## Appendix: Subthreshold swing of a thin-film transistor with a uniform density of gap states

### A.1 Model and conventions

An n-channel film of thickness $t$ and permittivity $\varepsilon_s$ lies on a gate insulator of capacitance per area $C_{ox}=\varepsilon_{ox}/t_{ox}$. The depth $x$ runs from the gate interface ($x=0$) to the back surface ($x=t$), and $y$ runs along the channel of length $L_c$ and width $W$ from the grounded source to the drain at $V_D$. The elementary charge is $q>0$, the thermal voltage is $v_t=kT/q$, and the swing is $S=(d\log_{10}I_D/dV_G)^{-1}$ at fixed $V_D$. Densities of states are per unit energy, so $q^2g$ in F cm$^{-3}$ equals $q$ in coulombs times $g$ in cm$^{-3}$ eV$^{-1}$. In the same way $q^2D_{it}$ is in F cm$^{-2}$.

The premises are these.

1. Localized states have a constant density $g$ between energies $E_1$ and $E_2$ fixed to the local band edges. They are donor-like below a neutrality level $E_0$ and acceptor-like above it. The gate interface carries a constant density $D_{it}$ per area and energy.
2. Holes are negligible. In steady state each localized level then exchanges carriers only with the conduction band, and its occupation is the Fermi function $f_F$ at the electron quasi-Fermi level $E_{Fn}$.
3. Free electrons are non-degenerate, carry all the current with a constant mobility $\mu$, and contribute negligibly to the space charge.
4. The channel is long, so that $|\partial_y^2\psi|\ll|\partial_x^2\psi|$, and no current flows along $x$, so that $E_{Fn}$ depends on $y$ only.
5. The normal field vanishes at the back surface, which carries no charge.

All band energies shift as $-q\psi(x,y)$, and $E_{Fn}=E_{F}^{\rm source}-qV(y)$ with $V(0)=0$ and $V(L_c)=V_D$. The zero of $\psi$ is chosen so that $E_0$ coincides with $E_F^{\rm source}$ where $\psi=0$. Then

$$E_{Fn}-E_0=q\phi,\qquad \phi\equiv\psi-V,\qquad n=n_0\,e^{\phi/v_t},\tag{A1}$$

where $n_0$ is the free-electron density of the neutral film.

### A.2 Trapped charge

Empty donors are positive and filled acceptors negative:

$$\rho_t=qg\left[\int_{E_1}^{E_0}(1-f_F)\,dE-\int_{E_0}^{E_2}f_F\,dE\right]=qg\left[(E_0-E_1)-\int_{E_1}^{E_2}f_F\,dE\right].$$

The antiderivative of $f_F$ is $-kT\ln[1+e^{(E_{Fn}-E)/kT}]$, so

$$\int_{E_1}^{E_2}f_F\,dE=kT\ln\frac{1+e^{(E_{Fn}-E_1)/kT}}{1+e^{(E_{Fn}-E_2)/kT}} .$$

When $E_{Fn}$ lies several $kT$ inside both limits, this equals $E_{Fn}-E_1$ up to exponentially small terms, and

$$\rho_t=-qg\,(E_{Fn}-E_0)=-q^2g\,\phi .\tag{A2}$$

The linear law thus needs no zero-temperature approximation. The exact slope is $d\rho_t/d\phi=-q^2g\,[f_F(E_1)-f_F(E_2)]$, and a margin of $5kT$ to one limit lowers its magnitude by $1/(1+e^5)=0.7\,\%$. Fully ionized shallow donors of uniform density $N_D$ add $qN_D$ to $\rho_t$, which only raises $E_0$ by $N_D/g$. The same argument at the interface gives $Q_{it}=-C_{it}\phi_s+\text{const}$, with $C_{it}=q^2D_{it}$ and $\phi_s=\phi(x=0)$.

### A.3 Potential across the film

Because $V$ does not depend on $x$, $\partial_x^2\psi=\partial_x^2\phi$, and Poisson's equation $\varepsilon_s\partial_x^2\psi=-\rho_t$ becomes

$$\frac{d^2\phi}{dx^2}=\frac{\phi}{L_t^2},\qquad L_t=\sqrt{\frac{\varepsilon_s}{q^2g}} .\tag{A3}$$

This is the Debye–Hückel form, with $q^2g$ in place of the free-carrier value $q^2n/kT$. The general solution is $A\cosh[(t-x)/L_t]+B\sinh[(t-x)/L_t]$. Premise 5 requires $\phi'(t)=-B/L_t=0$, and $\phi(0)=\phi_s$ fixes $A$:

$$\phi(x)=\phi_s\,p(x),\qquad p(x)=\frac{\cosh[(t-x)/L_t]}{\cosh\tau},\qquad \tau=\frac{t}{L_t}.\tag{A4}$$

The profile falls monotonically from $p(0)=1$ to $p(t)=\operatorname{sech}\tau$ and does not depend on bias. Since $\int_0^tp\,dx=L_t\tanh\tau$ and $q^2gL_t=\varepsilon_s/L_t$, the trapped charge per area is

$$Q_t=-C_t\phi_s,\qquad C_t=\frac{\varepsilon_s}{L_t}\tanh\frac{t}{L_t}.\tag{A5}$$

For $\tau\ll1$, $\tanh\tau=\tau-\tau^3/3+\dots$ gives $C_t=q^2gt\,(1-\tau^2/3+\dots)$: all states in the film respond. For $\tau\gg1$, $C_t\to C_\infty=\varepsilon_s/L_t=\sqrt{\varepsilon_sq^2g}$: only a layer of depth $L_t$ responds.

### A.4 Gate equation

With no field leaving the back surface, Gauss's law makes the gate charge equal to $-(Q_t+Q_{it})$, apart from fixed charges. Work-function difference, fixed charge and the constant in $Q_{it}$ are collected in the flat-band voltage $V_{FB}$. The gate voltage is the surface potential $\psi_s=\phi_s+V$ plus the drop across the insulator, $V_G-V_{FB}=\phi_s+V+(C_{it}+C_t)\phi_s/C_{ox}$, that is

$$V_G-V_{FB}-V=m\,\phi_s,\qquad m=1+\frac{q^2D_{it}+(\varepsilon_s/L_t)\tanh(t/L_t)}{C_{ox}} .\tag{A6}$$

The divider ratio $m$ is independent of bias. The electron density at the gate interface, $n_0e^{\phi_s/v_t}$, therefore changes by one decade for a gate step

$$S_0=v_t\ln10\left[1+\frac{q^2D_{it}+(\varepsilon_s/L_t)\tanh(t/L_t)}{C_{ox}}\right].\tag{A7}$$

The current, however, flows through the whole film, where the potential follows the gate less closely than at $x=0$.

### A.5 Drain current

Let $u=\phi_s/v_t$. From (A1) and (A4) the sheet density is

$$N(u)=n_0\int_0^te^{u\,p(x)}\,dx .\tag{A8}$$

Drift and diffusion combine into a current of magnitude $I_D=W\mu qN\,dV/dy$, which is the same at every $y$. Integration along the channel gives $I_DL_c=W\mu q\int_0^{V_D}N\,dV$. By (A6), $dV=-mv_t\,du$ at fixed $V_G$, with end values $u_S=(V_G-V_{FB})/mv_t$ and $u_D=u_S-V_D/mv_t$. Exchanging the order of integration and using $\int e^{up}du=e^{up}/p$,

$$I_D=\frac{W}{L_c}\,\mu q\,n_0\,mv_t\int_0^t\frac{e^{u_Sp}-e^{u_Dp}}{p}\,dx .\tag{A9}$$

For $p\simeq1$ this is proportional to $e^{u_S}[1-e^{-V_D/mv_t}]$. Saturation sets in on the scale $mv_t$ and not $v_t$, because the traps follow $E_{Fn}$ along the channel.

### A.6 The swing

Define the electron-weighted average at the source, $\langle h\rangle_u=\int_0^th\,e^{up}dx\big/\int_0^te^{up}dx$ with $u=u_S$.

*Linear regime* ($V_D\ll mv_t$). Here $I_D=(W/L_c)\mu qN(u)V_D$. Differentiating (A8) gives $d\ln N/du=\langle p\rangle_u$, and $du/dV_G=1/mv_t$. With $d\log_{10}I_D=d\ln I_D/\ln 10$,

$$S_{\rm lin}=\frac{S_0}{\langle p\rangle_u}.\tag{A10}$$

*Saturation* (the drain term of (A9) negligible). Then $I_D\propto\int e^{up}p^{-1}dx$, whose derivative with respect to $u$ is $\int e^{up}dx$, so

$$S_{\rm sat}=S_0\,\langle 1/p\rangle_u .\tag{A11}$$

The Cauchy–Schwarz inequality $1=\langle p^{1/2}p^{-1/2}\rangle^2\le\langle p\rangle\langle1/p\rangle$ orders the two swings, and $\operatorname{sech}\tau\le p\le1$ bounds both:

$$S_0\le S_{\rm lin}\le S_{\rm sat}\le S_0\cosh\frac{t}{L_t}.\tag{A12}$$

Equation (A7) is thus a lower bound on the swing of the current. Differentiating the quotient that defines $\langle p\rangle_u$ gives $d\langle p\rangle_u/du=\langle p^2\rangle_u-\langle p\rangle_u^2\ge0$, so $S_{\rm lin}$ falls monotonically with gate voltage. It starts from $S_0\cosh\tau$ at $u\to-\infty$, where the depleted film conducts along its back surface, and tends to $S_0$ at $u\to+\infty$, where the electrons gather at the gate interface.

*Flat band* ($u=0$). The weight is uniform, so $\langle p\rangle_0=\tanh\tau/\tau$. Inserting (A6) and using $(\varepsilon_s/L_t)\,\tau=q^2gt$,

$$S_{\rm lin}(0)=v_t\ln10\left[\left(1+\frac{C_{it}}{C_{ox}}\right)\tau\coth\tau+\frac{q^2gt}{C_{ox}}\right].\tag{A13}$$

With $\int_0^\tau\operatorname{sech}z\,dz=\arctan(\sinh\tau)$, also $\langle1/p\rangle_0=\cosh\tau\,\arctan(\sinh\tau)/\tau$.

*Thin film* ($\tau\ll1$). Put $s=(t-x)/t$. To lowest order $p=1-\tau^2(1-s^2)/2$. For uniform weight $s^2$ has mean $1/3$ and variance $1/5-1/9=4/45$, so $\langle p\rangle_0\simeq1-\tau^2/3$ and the variance of $p$ is $(\tau^2/2)^2(4/45)=\tau^4/45$. Hence $\langle p\rangle_u\simeq\tanh\tau/\tau+u\tau^4/45$ for $|u|\tau^2\ll1$, and the swing is nearly constant. Expanding (A13) with $\tau\coth\tau\simeq1+\tau^2/3$ and $\tau^2=q^2gt^2/\varepsilon_s$,

$$S\simeq v_t\ln10\left[1+\frac{q^2(D_{it}+gt)}{C_{ox}}+\left(1+\frac{C_{it}}{C_{ox}}\right)\frac{q^2gt^2}{3\varepsilon_s}\right].\tag{A14}$$

As $\tau\to0$ only the sum $D_{it}+gt$ enters, so one swing cannot separate interface from bulk states. The last term is the voltage lost across the film itself. For $C_{it}=0$ it is the trap capacitance $q^2gt$ divided by an effective film capacitance $3\varepsilon_s/t$.

*Strong surface accumulation.* Near $x=0$, $1-p=(x/L_t)\tanh\tau-x^2/2L_t^2+\dots$. The weight $e^{-u(1-p)}$ decays over $\ell=L_t/(u\tanh\tau)$, and at $x\sim\ell$ the quadratic term is a fraction $1/(2u\tanh^2\tau)$ of the linear one. For $u\tanh^2\tau\gg1$, and provided the rest of the film contributes little to $N$, $1-p$ is exponentially distributed with mean $1/u$, so $S\simeq S_0\,(1+v_t/\phi_s)$.

*Thick film* ($\tau\gg1$, $|u|e^{-\tau}\ll1$). Now $p\simeq e^{-x/L_t}$ wherever $up$ matters. Writing $e^{up}=1+(e^{up}-1)$ and substituting $v=ue^{-x/L_t}$, $dx=-L_t\,dv/v$,

$$N=n_0L_t\left[\tau+\int_0^u\frac{e^v-1}{v}\,dv\right],\qquad \langle p\rangle_u=\frac{(e^u-1)/u}{\tau+\int_0^u(e^v-1)\,dv/v}.\tag{A15}$$

The term $\tau$ is the neutral part of the film, which conducts in parallel and ignores the gate. The swing approaches $v_t\ln10\,[1+(q^2D_{it}+\sqrt{\varepsilon_sq^2g})/C_{ox}]$ only when $u\gg1$ and $e^u/u\gg\tau$. At flat band $\langle p\rangle_0=1/\tau$, and the swing grows linearly with $t$ as (A13) shows. In depletion it is larger still.

### A.7 Range of validity

*Free charge.* Equation (A3) needs $q^2n/kT\ll q^2g$, that is $n\ll gkT$ at every depth. In a thin film the free electrons add a capacitance $qN/v_t$ in parallel with $C_t$, so that $V_G-V_{FB}-V=mv_tu+qN/C_{ox}$ with $N\propto e^u$. In the linear regime this gives $S_{\rm lin}=\ln10\,(mv_t+qN/C_{ox})$, a rise by the fraction $N/N^*$ with $N^*=mC_{ox}v_t/q$. In saturation $I_D\propto\int N\,dV=mv_tN+qN^2/2C_{ox}$ and $dI_D/dV_G\propto N$, with $N$ taken at the source, so $S_{\rm sat}=\ln10\,(mv_t+qN/2C_{ox})$ rises by the fraction $N/2N^*$. In a thick film the limit $S\to S_0$ needs both $u\gg1$ and $n_0e^u\ll gkT$, so it exists only if $E_0$ lies deep in the gap.

*Shape of the density of states.* The value of $g$ must be constant over the energies swept by $E_{Fn}$, widened by a few $kT$. An exponential band tail of characteristic energy below $kT$ holds a population proportional to $n$, which adds to $N$ in the criterion above. A broader tail makes the screening nonlinear once it exceeds $g$ at $E_{Fn}$, and (A4) then fails.

*Back surface.* States of density $D_b$ at $x=t$ with neutrality level $E_0$ impose $-\varepsilon_s\phi'(t)=C_b\phi(t)$ with $C_b=q^2D_b$. This gives $B/A=r=C_b/C_\infty$ in the general solution, and $C_t$ is replaced by

$$-\frac{\varepsilon_s\phi'(0)}{\phi_s}=C_\infty\,\frac{\tanh\tau+r}{1+r\tanh\tau},\tag{A16}$$

while $p$ changes accordingly. Premise 5 therefore means $r\ll\tanh\tau$, or $D_b\ll gt$ for a thin film. Fringe fields through a passivation layer of permittivity $\varepsilon_p$ couple the back surface to source and drain with a capacitance of order $\varepsilon_p/L_c$. For $\varepsilon_p=\varepsilon_{ox}$ this is a fraction $t_{ox}/L_c$ of $C_{ox}$.

*Geometry and transport.* Premise 4 needs $L_c\gg t+t_{ox}$. The contacts must not limit the current. A mobility that depends on gate voltage adds $d\log_{10}\mu/dV_G$ to $1/S$, and hopping among the gap states would add a parallel current that is not included.

*Time scale.* Levels at $E_{Fn}$ equilibrate in a time of order $\nu^{-1}e^{(E_C-E_{Fn})/kT}$, where $E_C$ is the conduction-band edge and $\nu$ the attempt frequency. For a typical $\nu$ of order $10^{12}$ s$^{-1}$ and 1 s per point at 300 K, premise 2 holds for $E_C-E_{Fn}$ below about $kT\ln10^{12}=0.7$ eV. Deeper states lag, which lowers the apparent trap capacitance and produces hysteresis.

### A.8 Numerical illustration

Take InGaZnO with $t=30$ nm and $g=5\times10^{16}$ cm$^{-3}$ eV$^{-1}$ on 100 nm of SiO$_2$ at $T=300$ K, with $D_{it}=0$. Typical permittivities are used as inputs, $\varepsilon_s=10\,\varepsilon_0$ and $\varepsilon_{ox}=3.9\,\varepsilon_0$. Intermediate values are carried unrounded, and the four-figure entries serve only to compare the formulas with one another.

Then $v_t=25.85$ mV, $v_t\ln10=59.53$ mV/dec, $C_{ox}=34.53$ nF cm$^{-2}$ and $q^2g=8.011\times10^{-3}$ F cm$^{-3}$. Equation (A3) gives $L_t=105.1$ nm, so $\tau=0.2854$ and $\tanh\tau=0.2779$. With $C_\infty=84.22$ nF cm$^{-2}$, (A5) gives $C_t=23.40$ nF cm$^{-2}$, slightly below $q^2gt=24.03$ nF cm$^{-2}$. Hence $m=1.678$ and $S_0=99.9$ mV/dec. Quadrature of (A10) gives the table, in which $u=\pm10$ means $\phi_s=\pm0.26$ V and $V_G-V_{FB}=\pm0.43$ V.

| $u$ | $\langle p\rangle_u$ | $S_{\rm lin}$ (mV/dec) |
|---|---|---|
| $+\infty$ | 1 | 99.9 |
| $+10$ | 0.9751 | 102.4 |
| $0$ | 0.9737 | 102.6 |
| $-10$ | 0.9724 | 102.7 |
| $-\infty$ | 0.9606 | 104.0 |

Between $u=-10$ and $u=+10$ the swing stays close to its flat-band value, which lies $2.7\,\%$ above $S_0$. The bound is approached only for $u\gg1/\tanh^2\tau=13$, or $\phi_s\gg0.33$ V. At flat band $1/\langle p\rangle_0=1.0270$ and $\langle1/p\rangle_0=1.0271$, so the linear and saturated swings practically coincide. Raising $\varepsilon_s$ to $15\,\varepsilon_0$ moves (A13) only to 102.0 mV/dec. For a film much thicker than $L_t$ the bound $S_0$ would rise to 204.7 mV/dec.

The neglected terms have these sizes. The free-charge limits are $gkT=1.3\times10^{15}$ cm$^{-3}$ and $N^*=9.3\times10^{9}$ cm$^{-2}$, so free electrons raise the swing by as much as the depth average does once $N=2.5\times10^{8}$ cm$^{-2}$ in the linear regime, or $N=5.1\times10^{8}$ cm$^{-2}$ at the source in saturation. By (A9) and (A11) the saturation current is $(W/L_c)\mu qN\,S_{\rm sat}/\ln10$, and with a typical $\mu$ of 10 cm$^2$ V$^{-1}$ s$^{-1}$ the latter density corresponds to about $3.6\times10^{-11}$ A times $W/L_c$. An assumed surface density of $10^{11}$ cm$^{-2}$ eV$^{-1}$, comparable with $gt=1.5\times10^{11}$ cm$^{-2}$ eV$^{-1}$, amounts to 16.02 nF cm$^{-2}$. At the gate interface it adds 27.6 mV/dec to $S_0$, and at the back surface it raises $C_t$ to 37.4 nF cm$^{-2}$ by (A16). For $L_c=10$ µm the fringe coupling is of order $1\,\%$ of $C_{ox}$. With clean surfaces, a long channel and $N$ well below $N^*$, the model gives $S\approx0.10$ V/dec.